Released AFQMC is the most nearly exact treatment of electron correlation in the table, yet it puts the Ge–H bond of germyl acetate 161 meV below the best estimate. MP2, a much simpler treatment, comes closer when its basis is complete: it falls short by 101 meV. The better method seems to give the worse answer. The comparison is uneven, because the two rows differ in basis as well as in method.

Ge–H bond energy of germyl acetate, C2H6GeO2, computed with Ansatz 0.2.0 and the own AFQMC program afq 1. PBE0/def2-SVP geometries, RHF molecule, UHF fragments, frozen cores (including Ge 3d), no relativity; basis def2-SVP except in rows marked CBS. The best estimate is CCSD(T)/CBS, with MP2 used beyond TZVPP, plus the def2-SVP step to released AFQMC.

```
         level  this level less the best estimate at the basis limit (meV)  statistical noise, one standard error (meV)
            HF                                                      -825.0                                        0.000
           MP2                                                      -266.0                                        0.000
          CCSD                                                      -150.0                                        0.000
       CCSD(T)                                                      -154.0                                        0.000
 ph-AFQMC/CISD                                                      -150.0                                       21.000
released AFQMC                                                      -161.0                                       27.000
        HF/CBS                                                      -854.0                                        0.000
       MP2/CBS                                                      -101.0                                        0.000
   CCSD(T)/CBS                                                         8.0                                        0.000
```

A negative entry means that the bond comes out too weak. Rows marked CBS are at the complete-basis limit, the others use the small def2-SVP basis, and all are measured against one basis-limit value, 3.928 eV. That value carries a noise of about 27 meV, which every row inherits except released AFQMC, where the same walk enters both sides and its noise cancels. The best estimate comes from a calculation without relativity or zero-point motion and with the germanium 3d shell frozen, so the entries say how far a level is from the best calculation, not from a measured bond energy.

## Three explanations

In the small basis CCSD, CCSD(T) and both forms of AFQMC agree within 11 meV, and all are too low by 150 meV or more. The tempting explanation is that they share a gap in their treatment of correlation, which a still higher level would close. A second is that the small basis gives the bond poor mean-field orbitals. A third is that the orbitals are good enough, but the small basis cannot describe how two electrons avoid each other at close range.

The first explanation has a large number in its favour. The perturbative triples, the step from CCSD to CCSD(T), lower the energy of the molecule by 637 meV. The bond energy, however, changes by only −4 meV, so by subtraction the triples must lower the germanium radical by 641 meV. A bond energy is a difference, and most of what a higher level adds belongs to electrons that are present before and after the bond breaks.

Going on to released AFQMC changes the bond energy by another −7 meV, well inside the noise. Some of this agreement is selected, because a released walk was admitted as reference only if it agreed with a second high-level result to a few tens of meV, but that margin is far smaller than the gap to be explained. In this basis, then, higher correlation does not supply the 150 meV. The same noise forbids a ranking of CCSD, CCSD(T) and phaseless AFQMC, whose constraint also adds a bias outside its printed error.

The second explanation can be tested on Hartree–Fock (HF), which has a mean field and nothing else. If poor orbitals weakened the bond, a complete basis would strengthen it. Instead the HF bond energy falls by 29 meV, which means that the separated fragments gain more from the larger basis than the molecule does.

The third explanation fits what remains. From the small basis to the limit, the bond energy rises by 165 meV in MP2 and by 162 meV in CCSD(T). Since the mean-field part falls meanwhile, the part due to correlation must grow by even more, about 190 meV in both. What the small basis lacks is room for correlation.

## Why the broken pair decides

The free hydrogen atom has one electron and therefore no correlation energy. Everything that correlation adds to this bond energy is thus the correlation energy of the molecule less that of the radical. The molecule has 15 valence pairs; the radical has 14 and one single electron. In CCSD(T) only about 3 percent of the molecule's correlation energy in the small basis survives the subtraction, and most of that is expected to come from the pair that is broken, though the table does not divide it pair by pair.

Two limiting cases show why the basis matters so much for this pair. When the fragments are far apart, its two electrons never meet, and no basis is needed to describe their encounter. When they share the bond, they can come arbitrarily close. The Coulomb repulsion then diverges, and the kinetic term can cancel it only if the wavefunction has a kink, the electron cusp, at the point of contact.

Products of smooth orbitals reproduce such a kink slowly, and many functions of high angular momentum are needed. A small basis therefore leaves the electrons of a pair too often close together and the pair too high in energy. For the 14 pairs that survive, much of this error cancels between molecule and radical. For the broken pair it has no partner on the other side, and the bond comes out too weak. This chain is standard theory; the table itself shows only that the defect lies in the correlation part.

The same count of pairs explains the large error of HF, which lacks the correlation of the broken pair altogether. Completing its basis leaves it 854 meV too low, about 22 percent of the bond energy. The two extremes are instructive: nearly exact correlation in a small basis fails by 161 meV, and a complete basis without correlation fails by more than five times as much. Each cures one defect and leaves the other.

MP2 lies between these extremes and shows both defects side by side. It trails CCSD(T) by 112 meV in the small basis and by 109 meV at the limit, so this part of its error is one of method. A likely reason is that MP2 lets the electrons of a pair respond to their repulsion only once, while coupled cluster lets the responses act on each other. That difference should matter most for the way the two electrons divide themselves between germanium and hydrogen, a long-range motion for which a small basis already has the orbitals.

## How large: a model that adds

If the method error concerns long distances and the basis error short ones, the two should simply add. Let $\Delta$ be the error of a level against the best estimate. For a correlated level,

$$\Delta_{\text{small}} \approx \Delta_{\text{limit}} + b ,$$

where $b$ is the basis error, taken to be the same for every correlated level. MP2 supplies it: $b = -266 - (-101) = -165$ meV.

For CCSD(T), which had no part in fixing $b$, the model gives

$$\Delta_{\text{limit}} \approx -154 + 165 = +11\ \text{meV},$$

against +8 meV in the table. An alternative is to enlarge the whole correlation part by the ratio found in MP2. That predicts about +50 meV, because it also enlarges the 112 meV by which MP2 trails CCSD(T), a gap that hardly changes with the basis.

This success is worth less than it looks. The CCSD(T) limit was itself obtained by adding an MP2 correction beyond the TZVPP basis, so only the stretch from the small basis up to TZVPP tests the model. The model also fails for HF, as it should, since HF has no correlation for the basis to improve. The printed output that follows gives both predictions and the differences quoted here.

A similar caution applies to the row that looked wrong. The best estimate is the CCSD(T) limit plus the small step from CCSD(T) to released AFQMC. The −161 meV of released AFQMC is therefore the basis change of CCSD(T) with its sign reversed, and the +8 meV of CCSD(T) at the limit is, up to rounding, that small step, likewise with its sign reversed. Neither number is a separate judgement on its method. The case for the basis rests on the rise of MP2 and CCSD(T) with basis size, and on the near standstill of the bond energy beyond CCSD.

## What to do

Compare methods in one basis, and compare bases with one method. Read across both at once, the table would recommend MP2 at the limit over released AFQMC in the small basis, although MP2 has the larger method error. Agreement among high levels in a small basis shows that the bond energy, though not the total energy, has settled with respect to correlation in that basis, within the noise; it says nothing about the distance to the limit.

For this bond, the first thing to improve after CCSD is the basis. The correction can be taken from MP2, even though MP2 itself is not accurate enough for the bond energy, because its method error nearly cancels when two bases are compared. HF cannot stand in for it, since its bond energy moves the other way.

To guess the trend for a related reaction, count electron pairs before and after. Where a pair is broken, a small basis will usually make the bond too weak at a correlated level, unless a mean-field error of the opposite sign outweighs the missing correlation. Where the number of pairs is kept, more of the error should cancel.

Ge–H bonds also break when germanium films are grown from hydride precursors. If the 154 meV by which CCSD(T) falls short in the small basis entered a reaction barrier in full, the computed rate at 700 K would be too high by a factor of about 13. A model of film growth should therefore not take such bond energies from a small basis without correction.

Output of the analysis:

```
Bond energy and what correlation adds to it:
             row  bond energy in eV  gain over HF in the same basis in meV
              HF              3.103                                      0
             MP2              3.662                                    559
            CCSD              3.778                                    675
         CCSD(T)              3.774                                    671
   ph-AFQMC/CISD              3.778                                    675
  released AFQMC              3.767                                    664
          HF/CBS              3.074                                      0
         MP2/CBS              3.827                                    753
     CCSD(T)/CBS              3.936                                    862
HF, change from SVP to the basis limit (meV): -29
MP2, change from SVP to the basis limit (meV): 165
CCSD(T), change from SVP to the basis limit (meV): 162
MP2, change of the correlation part alone (meV): 194
CCSD(T), change of the correlation part alone (meV): 191
Share of the CCSD(T) correlation part caught in SVP (percent): 77.84
CCSD(T) less released AFQMC in SVP (meV): 7
Phaseless less released AFQMC in SVP (meV): 11
Bond energy change from CCSD to CCSD(T) (meV): -4
Triples energy of the radical, by subtraction (meV): -641
Molecule, released AFQMC less CCSD(T) total energy (meV): -97.2
Radical, released AFQMC less CCSD(T), by subtraction (meV): -104.2
Share of the molecule's SVP correlation energy that enters the bond energy (percent): 3.087
MP2 less CCSD(T) in SVP (meV): -112
MP2 less CCSD(T) at the basis limit (meV): -109
Adding model, predicted error of CCSD(T) at the limit (meV): 11
Adding model, prediction less table (meV): 3
Scaling model, predicted error of CCSD(T) at the limit (meV): 49.87
Scaling model, prediction less table (meV): 41.87
Released AFQMC error plus CCSD(T) basis change, zero by construction up to rounding (meV): 1
HF shortfall at the basis limit (percent of the best estimate): 21.74
Rate factor at 700 K if the CCSD(T) SVP shortfall sat wholly in a barrier: 12.85
```
